**Problem.** A Pb monolayer intercalated between graphene and Ir(111) leaves a nearly free Dirac cone with induced spin-orbit coupling. Near the valleys $K,K'$ ($\xi=\pm1$) model it by the continuum Hamiltonian of Kane and Mele (2005),

$$H=\hbar v(\xi\sigma_xq_x+\sigma_yq_y)+\lambda_I\,\xi\sigma_zs_z+\lambda_R(\xi\sigma_xs_y-\sigma_ys_x).$$

Here $\sigma$ (sublattice, $\sigma_z=+1$ on A) and $s$ (spin) are Pauli matrices, $\mathbf q=q(\cos\phi,\sin\phi)$ is measured from the valley centre, $\epsilon=\hbar vq$, and $\lambda_I,\lambda_R\ge0$.

Typical graphene inputs: $v=1.0\times10^6$ m/s, bond length $d=0.142$ nm. Assumed for this interface: $E_F=250$ meV above the zero of $H$, and set A, $\lambda_I=10$ meV, $\lambda_R=15$ meV. Set B, an assumed contrast, has $\lambda_I=25$ meV, $\lambda_R=15$ meV.

Find (a) the bands, (b) the levels and gap at $K$, (c) masses and density of states at the touching, (d) Fermi circles, density and spin, (e) the spin splittings at $\epsilon=100$ meV, (f) the size of the omitted terms.

**Solution.** $\hbar v=0.6582$ eV nm and $(\hbar v)^2=0.4332$ eV$^2$ nm$^2$.

**Margin 1. Why the quartic factorises (a).** Define $\sigma_\parallel=\xi\sigma_x\cos\phi+\sigma_y\sin\phi$ and $s_\perp=s_y\cos\phi-s_x\sin\phi$, the spin along $\hat z\times\hat q$. The operator $M=\sigma_\parallel s_\perp$ has $M^2=1$ and commutes with $H$. Its eigenvalue $\mu=\pm1$ is the band label. For $\phi=0$, $M=\xi\sigma_xs_y$, and $(\sigma_xs_y)(\sigma_zs_z)=(-i\sigma_y)(is_x)=\sigma_ys_x$ gives $\sigma_ys_x=M\,\xi\sigma_zs_z$. The continuum model is isotropic, so for any $\phi$

$$H=\lambda_RM+\epsilon\,\sigma_\parallel+(\lambda_I-\lambda_RM)\,\xi\sigma_zs_z .$$

Since $\sigma_\parallel$ anticommutes with $\sigma_zs_z$ and both square to one, $(H-\mu\lambda_R)^2=\epsilon^2+(\lambda_I-\mu\lambda_R)^2$ in each block:

$$E_{\mu,\pm}=\mu\lambda_R\pm R_\mu,\qquad R_\mu=\sqrt{\epsilon^2+(\lambda_I-\mu\lambda_R)^2}.$$

Both valleys have the same spectrum. Half of the Rashba term shifts a block and the other half changes its mass term. Reversing $\lambda_R$ swaps $\mu$, and reversing $\lambda_I$ sends $E\to-E$. Texts that write the Rashba prefactor as $\lambda/2$ have $\lambda=2\lambda_R$.

**Margin 2. Which states move (b).** At $K$ the Rashba term equals $2i\lambda_R|A{\downarrow}\rangle\langle B{\uparrow}|+\text{h.c.}$ It mixes only the two states with $\sigma_zs_z=-1$, giving $-\lambda_I\pm2\lambda_R$, while $A{\uparrow}$ and $B{\downarrow}$ stay at $+\lambda_I$.

| set | doublet (meV) | $2\lambda_R-\lambda_I$ (meV) | $-2\lambda_R-\lambda_I$ (meV) | gap (meV) |
|---|---|---|---|---|
| A | 10 | 20 | $-40$ | 0 |
| B | 25 | 5 | $-55$ | 20 |

The neutral sheet fills the two minus branches. Every $R_\mu$ grows with $q$, so the band edges sit at $q=0$. For $\lambda_R<\lambda_I$ the valence top is $2\lambda_R-\lambda_I$, the doublet is the conduction bottom, and $E_g=2(\lambda_I-\lambda_R)$, centred on $\lambda_R$ and not on zero. In set B this is 20 meV, or $E_g/k_B=232$ K, centred at 15 meV and smaller than $k_BT=25.9$ meV at 300 K. This gap stays open as $\lambda_R\to0$, so the isolated sheet is in the quantum spin Hall phase of the pure intrinsic model.

For $\lambda_R>\lambda_I$, $|\lambda_I-\lambda_R|$ changes branch: the level $2\lambda_R-\lambda_I$ becomes the bottom of $E_{+,+}$, and one member of the doublet becomes the top of $E_{+,-}$. The neutrality point is then $E=\lambda_I$, 10 meV in set A. At $\lambda_R=\lambda_I$ three levels meet, and the $\mu=+1$ block is a massless cone $\lambda_R\pm\epsilon$.

**Margin 3. The touching is lopsided (c).** Expanding the roots for $\lambda_R>\lambda_I$,

$$E_{-,+}\simeq\lambda_I+\frac{\epsilon^2}{2(\lambda_R+\lambda_I)},\qquad E_{+,-}\simeq\lambda_I-\frac{\epsilon^2}{2(\lambda_R-\lambda_I)} .$$

The masses are $m_{e,h}=(\lambda_R\pm\lambda_I)/v^2$. Set A gives $m_e=25\ \text{meV}/v^2=0.0044\,m_0$ and $m_h=5\ \text{meV}/v^2=0.00088\,m_0$, with $m_0$ the free-electron mass. The parabolas hold only for $q\ll(\lambda_R\pm\lambda_I)/\hbar v$, that is 0.038 nm$^{-1}$ for electrons and 0.0076 nm$^{-1}$ for holes.

Each band is singly degenerate in each of two valleys and holds $2\cdot q^2/4\pi$ states per area inside $q$. With $\epsilon\,d\epsilon=(E-\mu\lambda_R)\,dE$ its density of states is $|E-\mu\lambda_R|/\pi(\hbar v)^2$. At the touching this jumps from $0.005\ \text{eV}/\pi(\hbar v)^2=0.0037$ eV$^{-1}$ nm$^{-2}$ below to $0.025\ \text{eV}/\pi(\hbar v)^2=0.0184$ eV$^{-1}$ nm$^{-2}$ above.

**Margin 4. The doped sheet (d).** Inverting the dispersion,

$$\epsilon_\mu^2=(E_F-\lambda_I)(E_F+\lambda_I-2\mu\lambda_R).$$

For set A, $\epsilon_+=\sqrt{240\times230}$ meV $=234.9$ meV and $\epsilon_-=\sqrt{240\times290}$ meV $=263.8$ meV. Dividing by $\hbar v$, $q_+=0.357$ nm$^{-1}$, $q_-=0.401$ nm$^{-1}$, and $q_--q_+=0.044$ nm$^{-1}$. When both plus branches are occupied, $\lambda_R$ cancels from the density:

$$n=\frac{q_+^2+q_-^2}{2\pi}=\frac{E_F^2-\lambda_I^2}{\pi(\hbar v)^2}=\frac{0.0624\ \text{eV}^2}{\pi(\hbar v)^2}=0.0458\ \text{nm}^{-2}=4.58\times10^{12}\ \text{cm}^{-2}.$$

Set B gives $4.55\times10^{12}$ cm$^{-2}$, so the carrier density hardly tells the two phases apart.

The spin follows without eigenvectors. Both $s_z$ and the radial spin anticommute with $M$, so their expectation values vanish, whatever $\lambda_I$ is. Since $s_\perp=\sigma_\parallel M$ and $\langle\sigma_\parallel\rangle=\partial E/\partial\epsilon$,

$$\langle s_\perp\rangle=\mu\,\frac{\epsilon}{E-\mu\lambda_R}.$$

On the inner circle this is $\epsilon_+/(235\ \text{meV})=0.9998$, and on the outer $-\epsilon_-/(265\ \text{meV})=-0.9955$. It falls to zero as $q\to0$, where spin and sublattice are entangled. An out-of-plane spin component needs a term outside $H$.

**Margin 5. Reading $\lambda_I$ without a gap (e).** At fixed $q$ the conduction and valence splittings are

$$\delta_{c}=2\lambda_R-(R_--R_+),\qquad\delta_v=2\lambda_R+(R_--R_+).$$

Their mean is exactly $2\lambda_R=30$ meV. Because $R_-^2-R_+^2=4\lambda_I\lambda_R$, their difference tends to $4\lambda_I\lambda_R/\epsilon$ for $\epsilon\gg\lambda_I+\lambda_R$. At $\epsilon=100$ meV, $q=0.152$ nm$^{-1}$, all four states lie below $E_F$. In meV:

| set | $R_+$ | $R_-$ | $\delta_c$ | $\delta_v$ | $\delta_v-\delta_c$ | $4\lambda_I\lambda_R/\epsilon$ |
|---|---|---|---|---|---|---|
| A | 100.12 | 103.08 | 27.0 | 33.0 | 5.9 | 6.0 |
| B | 100.50 | 107.70 | 22.8 | 37.2 | 14.4 | 15.0 |

A closed gap shows only $\lambda_I\le\lambda_R$. The electron-hole asymmetry of the splitting fixes the product $\lambda_I\lambda_R$.

**Margin 6. "Quadratic" is a continuum statement (f).** Second-order elimination of $A{\downarrow},B{\uparrow}$ gives, with $D=\lambda_R^2-\lambda_I^2$, equal diagonal shifts $-\lambda_I\epsilon^2/2D$ of the doublet and a coupling $i\lambda_R\epsilon^2e^{-2i\phi}/2D$ from $B{\downarrow}$ to $A{\uparrow}$. Threefold symmetry also allows a linear coupling. Take nearest-neighbour Rashba hopping $i\lambda'(\mathbf s\times\hat{\mathbf d}_j)_z$ with A-to-B bond directions $\hat{\mathbf d}_j$ at $90^\circ,210^\circ,330^\circ$ and $K=(4\pi/3\sqrt3d,0)$. The bond sum at $K$ gives $3i\lambda'$ for the $A{\downarrow}B{\uparrow}$ element, so $\lambda'=2\lambda_R/3$. Its first order in $q$ gives $i\lambda_R\,dq\,e^{i\phi}$ for the $A{\uparrow}B{\downarrow}$ element. The total coupling vanishes at $q=0$ and at three points with $e^{3i\phi}=-1$ and

$$q^*=\frac{2dD}{(\hbar v)^2}=\frac{2(0.142\ \text{nm})(1.25\times10^{-4}\ \text{eV}^2)}{(\hbar v)^2}=8.2\times10^{-5}\ \text{nm}^{-1}.$$

The touching is thus four linear crossings, the outer three lying $\lambda_I\,dq^*=0.12$ µeV below the central one. The energy scale is $\lambda_R\,dq^*=0.17$ µeV, or 2.0 mK, so the parabolas describe the touching at any ordinary temperature. At $\epsilon=100$ meV the same term is $\lambda_R\,dq=0.32$ meV. It modulates $\delta_c$ and $\delta_v$ together as $-\cos3\phi$ and cancels from their difference at leading order. Along $q_x$ this lattice model, with second-neighbour intrinsic hopping, moves that difference by under 2 per cent.

**Margin 7. What the substrate can add (f).** The Pb layer on Ir(111) typically orders in a rectangular cell, which removes the threefold axis. An anisotropic term $\lambda_2(\xi\sigma_xs_y+\sigma_ys_x)$ then couples the doublet at $q=0$ and splits it to $\lambda_I\pm2\lambda_2$. An assumed $\lambda_2=1$ meV gives 4 meV, comparable with the 10 meV between the doublet and the next level of set A. The touching then divides into two crossings on the $q_x$ axis, where $M$ is still conserved and $E_{-,+}$ must cross $E_{+,-}$. A sublattice term $\Delta\sigma_z$ or a valley-Zeeman term $\lambda_{V}\xi s_z$ breaks $M$. It splits the doublet at $K$ by $2|\Delta+\lambda_V|$ and permits $\langle s_z\rangle\neq0$. None of these is fixed by $\lambda_I$ and $\lambda_R$.

**Margin 8. Status of the numbers.** All results are the model's. Set A and $E_F$ were chosen to reproduce what is typical of graphene on Pb/Ir(111): electron doping, spin splittings of tens of meV and no sizeable gap. The real splitting typically varies with energy through hybridisation with Pb and Ir states, which two constants cannot follow. A gap such as that of set B would appear only in the graphene-derived bands, since metallic Pb and Ir states fill the same energy window.